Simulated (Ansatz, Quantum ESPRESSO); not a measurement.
# PBE band gaps of tetragonal SnO and ZnSe single layers under biaxial strain from −3 to +3 %

A common rule of thumb says that stretching a semiconductor narrows its gap, that squeezing it widens the gap, and that one constant rate serves for both. For a device group the rate matters because a layer grown on a mismatched substrate carries strain, and the motion of each band edge affects its contacts as well as its absorption. We test the rule on single layers of tetragonal SnO and tetragonal ZnSe, with PBE gaps at fixed atomic heights. Strain is counted from each layer's relaxed in-plane lengths, and the band edges from the vacuum level. Semilocal gaps lie under quasiparticle gaps, especially in single layers, so the changes with strain are of more use here than the absolute values.

## Method

Single layers built from structure prototypes are relaxed (cell and atoms, forces under 0.01 eV/Å) with Ansatz 0.2.0 under PBE. Quantum ESPRESSO 7.5 (pw.x) with PBE and GBRV ultrasoft pseudopotentials, cutoffs 40 and 200 Ry then runs them at biaxial strains of −3, −1.5, 0, +1.5 and +3 % of both in-plane vectors, with the heights of the atoms clamped. Open boundaries along the normal by the effective screening medium; 14 to 15 Å of vacuum; meshes of 10 to 12 points along each in-plane vector; Fermi-Dirac smearing of 0.002 Ry; spin-paired, no spin-orbit coupling. Edges and gaps are read on the mesh. A second level, named in each line's rows, repeats the series at the same atoms, on the same mesh, with a wavefunction cutoff of 40 Ry for SnO and 45 Ry for ZnSe.

Notes on method and selection:

- Clamped heights leave out the change of thickness that a free layer makes under strain, which alters slopes and raises the stiffness.
- Semilocal Kohn-Sham gaps lie under quasiparticle gaps, the more so in single layers.
- Layers marked hypothetical are built from prototypes and are, as far as we know, not reported as crystals or grown layers in this form; no layer's stability was tested.
- Runs with a warning of large negative density or a flawed pseudopotential file, with a field left in the vacuum, or with open shells run without spin are not listed.
- Runs in which the search for lower states was switched off are not listed.
- Runs that did not converge, have known faults or may not be shown are not listed, and runs on Ansatz's PAW sets soft_1 and soft_2 are kept to separate tables.

Columns:

- strain (%): biaxial strain of both in-plane vectors against the relaxed layer.
- gap (eV): gap on the mesh, PBE.
- direct gap (eV): smallest direct gap on the mesh, PBE.
- valence edge (eV): valence-band maximum from the vacuum level (layers without a dipole).
- conduction edge (eV): conduction-band minimum from the vacuum level (layers without a dipole).
- gap, second level (eV): gap on the mesh at the second level.

## Numbers

| member | layer | strain (%) | gap (eV) | direct gap (eV) | valence edge (eV) | conduction edge (eV) | gap, second level (eV) | remark |
| --- | --- | --- | --- | --- | --- | --- | --- | --- |
| −3.0 % | tetragonal SnO | −3.0 | 3.118 | 3.311 | −5.533 | −2.415 | 3.126 |  |
| −1.5 % | tetragonal SnO | −1.5 | 3.082 | 3.232 | −5.448 | −2.366 | 3.087 |  |
| +0.0 % | tetragonal SnO | 0.0 | 3.008 | 3.042 | −5.356 | −2.348 | 2.938 | second level: vdW-DF-cx, GBRV ultrasoft pseudopotentials made under PBE |
| +1.5 % | tetragonal SnO | 1.5 | ? | ? | ? | ? | ? |  |
| +3.0 % | tetragonal SnO | 3.0 | 2.715 | 2.724 | −5.175 | −2.460 | 2.650 |  |
| −3.0 % | tetragonal ZnSe | −3.0 | 2.415 | 2.415 | −5.829 | −3.414 | 2.417 | hypothetical |
| −1.5 % | tetragonal ZnSe | −1.5 | 2.284 | 2.284 | −5.911 | −3.627 | 2.285 |  |
| +0.0 % | tetragonal ZnSe | 0.0 | 2.156 | 2.156 | −5.986 | −3.830 | 2.158 | second level: PBE, SSSP efficiency pseudopotentials |
| +1.5 % | tetragonal ZnSe | 1.5 | ? | ? | ? | ? | ? |  |
| +3.0 % | tetragonal ZnSe | 3.0 | 1.910 | 1.910 | −6.115 | −4.206 | 1.911 |  |

Cells marked ? are withheld until the estimate has been made.

Least-squares fits to the members shown, with x = strain (%); R² and errors in the fitted variable (y, or ln y where the fit is in ln y):

| y | layer | members | fit | R² | rms residual | leave-one-out rms | the same for the mean of the others |
| --- | --- | --- | --- | --- | --- | --- | --- |
| gap (eV) | tetragonal SnO | 4 | y = 3.0063 − 0.066979 x − 0.010010 x² | 1.00 | 0.0015 | 0.017 | 0.21 |
| gap (eV) | tetragonal ZnSe | 4 | y = 2.156055 − 0.08417273 x + 7.171717×10⁻⁴ x² | 1.00 | 4.8×10⁻⁵ | 5.4×10⁻⁴ | 0.25 |
| direct gap (eV) | tetragonal SnO | 4 | y = 3.064 − 0.1002 x − 0.004717 x² | 0.99 | 0.019 | 0.21 | 0.30 |
| direct gap (eV) | tetragonal ZnSe | 4 | y = 2.156055 − 0.08417273 x + 7.171717×10⁻⁴ x² | 1.00 | 4.8×10⁻⁵ | 5.4×10⁻⁴ | 0.25 |

## Why the values move as they do

In both layers the gap falls from each shown strain to the next, but only ZnSe keeps a nearly constant rate. Its mean slope is (1.910 − 2.415) / 6 = −0.084 eV per % strain. For SnO the slope is (3.082 − 3.118) / 1.5 = −0.024 eV per % between the two compressed rows, and (2.715 − 3.008) / 3 = −0.098 eV per % between zero and +3 %.

The ZnSe gap is direct in every shown row. From −3 to +3 % its conduction edge sinks by 0.792 eV and its valence edge by 0.286 eV, so the gap closes from above. The conduction edge of such a compound is an antibonding mixture of Zn and Se s states. Longer bonds weaken the mixing and lower that edge. The smaller fall of the valence edge may come from weaker repulsion between Se p and the deeper Zn d states.

In SnO the valence edge rises steadily, by 0.177 eV from −3 % to zero and by 0.181 eV from zero to +3 %. The uneven slope of the gap comes from the conduction edge, which rises by 0.067 eV over the first interval and falls by 0.112 eV over the second. A likely reason is that different states form the conduction edge on the two sides. One would be bonding between neighbouring Sn atoms and sink under compression; the other would be Sn–O antibonding and sink under tension. The second level fits this picture: vdW-DF-cx changes the PBE gap by +0.008 and +0.005 eV in the compressed rows, but by −0.070 and −0.065 eV at zero and +3 %.

A free layer would also change its thickness, which would alter these slopes. The zero of strain is itself uncertain, since both relaxations carried warnings about the stress; an error of 1 % in the in-plane length would shift the ZnSe gap by about 0.08 eV.

## Prediction

Plain estimates from the members shown:

- +1.5 % (tetragonal ZnSe), fit at x = 1.5: 2.031 eV
- +1.5 % (tetragonal ZnSe), straight-line interpolation between +0.0 % and +3.0 %: w = (1.5 − 0.0) / (3.0 − 0.0) = 0.500, so 2.156 + 0.500 × (1.910 − 2.156) = 2.033 eV

For ZnSe at +1.5 % we start from the straight line between the neighbouring rows, which gives 2.033 eV, and correct it for the slight upward curvature of the series. The compressed side supplies the size of that correction. There the midpoint of the line between −3 % and zero is (2.415 + 2.156) / 2 = 2.2855 eV, while the calculated gap at −1.5 % is 2.284 eV, lower by 0.0015 eV. The same shift on the stretched side gives 2.033 − 0.0015 = 2.0315 eV.

The quadratic fit carries this curvature already and gives 2.031 eV, which we adopt. It uses the same rows, so its agreement with the corrected line is a check on the arithmetic and not independent evidence.

The chemistry gives no reason for a further shift. The gap is direct at zero and at +3 %, and both band edges move in the same direction throughout the shown rows, without the reversal seen in the SnO conduction edge. A smooth interpolation is therefore reasonable.

The fit's leave-one-out error is 5.4×10⁻⁴ eV, against 0.25 eV for the mean of the other members. With only four rows, printed to 0.001 eV, we round the error up to 0.001 eV. It applies to the PBE gap in this clamped-height series, not to the gap of a real strained layer.

**Committed estimate, +1.5 % (tetragonal ZnSe): gap = 2.031 ± 0.001 eV.**

## How the estimate fared

| member | layer | strain (%) | gap (eV) | direct gap (eV) | valence edge (eV) | conduction edge (eV) | gap, second level (eV) |
| --- | --- | --- | --- | --- | --- | --- | --- |
| +1.5 % | tetragonal SnO | 1.5 | 2.856 | 2.874 | −5.265 | −2.409 | 2.787 |
| +1.5 % | tetragonal ZnSe | 1.5 | 2.031 | 2.031 | −6.054 | −4.022 | 2.033 |

| member | estimate | gap (eV) | computed | estimate − computed | miss in error bars |
| --- | --- | --- | --- | --- | --- |
| +1.5 % (tetragonal ZnSe) | committed | 2.031 | 2.031 | 0.000 | 0.0 |
| +1.5 % (tetragonal ZnSe) | fit | 2.031 | 2.031 | 0.000 |  |
| +1.5 % (tetragonal ZnSe) | interpolation | 2.033 | 2.031 | +0.002 |  |

The estimate of 2.031 eV for ZnSe at +1.5 % agrees with the computed gap to the printed digit, well inside its error bar of 0.001 eV. It was the value of the quadratic fit, so it did exactly as well as that fit. The straight line between the neighbouring rows came out 0.002 eV too high.

The argument that held was that the slight curvature seen under compression carries over to tension. Successive steps of 1.5 % lower the gap by 0.131, 0.128, 0.125 and 0.121 eV, a slow and regular decline.

The new row also keeps to the pattern of the edges: from zero to +1.5 % the conduction edge sinks by 0.192 eV and the valence edge by 0.068 eV. This agrees with a gap that closes mainly through the conduction edge. It is no test of the orbital origin we proposed, since any smooth motion of the two edges would have given an equally good interpolation.

## Where the trend breaks

Least-squares fits to the whole series, with x = strain (%); R² and errors in the fitted variable (y, or ln y where the fit is in ln y):

| y | layer | members | fit | R² | rms residual | leave-one-out rms | the same for the mean of the others |
| --- | --- | --- | --- | --- | --- | --- | --- |
| gap (eV) | tetragonal SnO | 5 | y = 2.997 − 0.06880 x − 0.009143 x² | 1.00 | 0.0098 | 0.033 | 0.19 |
| gap (eV) | tetragonal ZnSe | 5 | y = 2.15591 − 0.0842000 x + 7.30159×10⁻⁴ x² | 1.00 | 1.5×10⁻⁴ | 6.0×10⁻⁴ | 0.22 |
| direct gap (eV) | tetragonal SnO | 5 | y = 3.054 − 0.1021 x − 0.003810 x² | 0.99 | 0.020 | 0.078 | 0.27 |
| direct gap (eV) | tetragonal ZnSe | 5 | y = 2.15591 − 0.0842000 x + 7.30159×10⁻⁴ x² | 1.00 | 1.5×10⁻⁴ | 6.0×10⁻⁴ | 0.22 |

Largest departures from the fit to the whole series:

| member | layer | gap (eV) | fit | computed − fit | in rms residuals |
| --- | --- | --- | --- | --- | --- |
| +1.5 % | tetragonal SnO | 2.856 | 2.873 | −0.017 | 1.8 |
| +1.5 % | tetragonal ZnSe | 2.031 | 2.031 | 0.000 | 1.7 |
| +0.0 % | tetragonal SnO | 3.008 | 2.997 | +0.011 | 1.1 |
| −1.5 % | tetragonal ZnSe | 2.284 | 2.284 | 0.000 | 1.0 |

The largest departures are both in SnO: the gap lies 0.017 eV below the whole-series fit at +1.5 % and 0.011 eV above it at zero strain. The likeliest reason is a change of the state at the conduction edge between −1.5 % and zero, which puts a kink in the gap that a parabola rounds off. Such a kink can leave the computed gap above the parabola near the crossing and below it one step farther out, as found here at zero and +1.5 %; at +3 % the gap is slightly above the parabola again.

The steps support this reading. The gap falls by 3.118 − 3.082 = 0.036 eV over the first compressed interval and by 0.074 eV over the second, then by 0.152 and 0.141 eV over the two stretched ones. The second level lies 0.069 eV below PBE at +1.5 %, close to its shifts at zero and +3 % and unlike the small positive shifts under compression.

The earlier four-row fit for SnO had an rms residual of only 0.0015 eV, yet at +1.5 % it gives 3.0063 − 0.066979 × 1.5 − 0.010010 × 1.5 × 1.5 = 2.883 eV, which is too high by 2.883 − 2.856 = 0.027 eV. The ZnSe departures are at the level of the printed rounding.

## What to take away

From −3 to +3 % at clamped heights, tension narrows both gaps, but a single rate serves only for ZnSe. A further ZnSe strain inside this range can be interpolated to about 0.001 eV. For SnO the leave-one-out error of the quadratic is 0.033 eV, and a straight line between close neighbours on the stretched side does better: at +1.5 % it gives (3.008 + 2.715) / 2 = 2.862 eV, only 0.006 eV too high. Two layers give no rule for a third compound.

For a device tolerance, keeping the ZnSe gap within 0.01 eV requires the strain to be held within 0.01 / 0.084 = 0.12 %. For contacts to ZnSe the conduction edge is the more sensitive: it sinks by 0.792 / 6 = 0.132 eV per % of tension, against 0.286 / 6 = 0.048 eV per % for the valence edge.

The main omission is the quasiparticle correction, which would raise the gaps by roughly 1 to 2 eV, more than the 0.4 to 0.5 eV that they change over the whole strain range. Exciton binding, roughly 0.5 eV or more in such layers, would offset part of that rise in optical absorption.
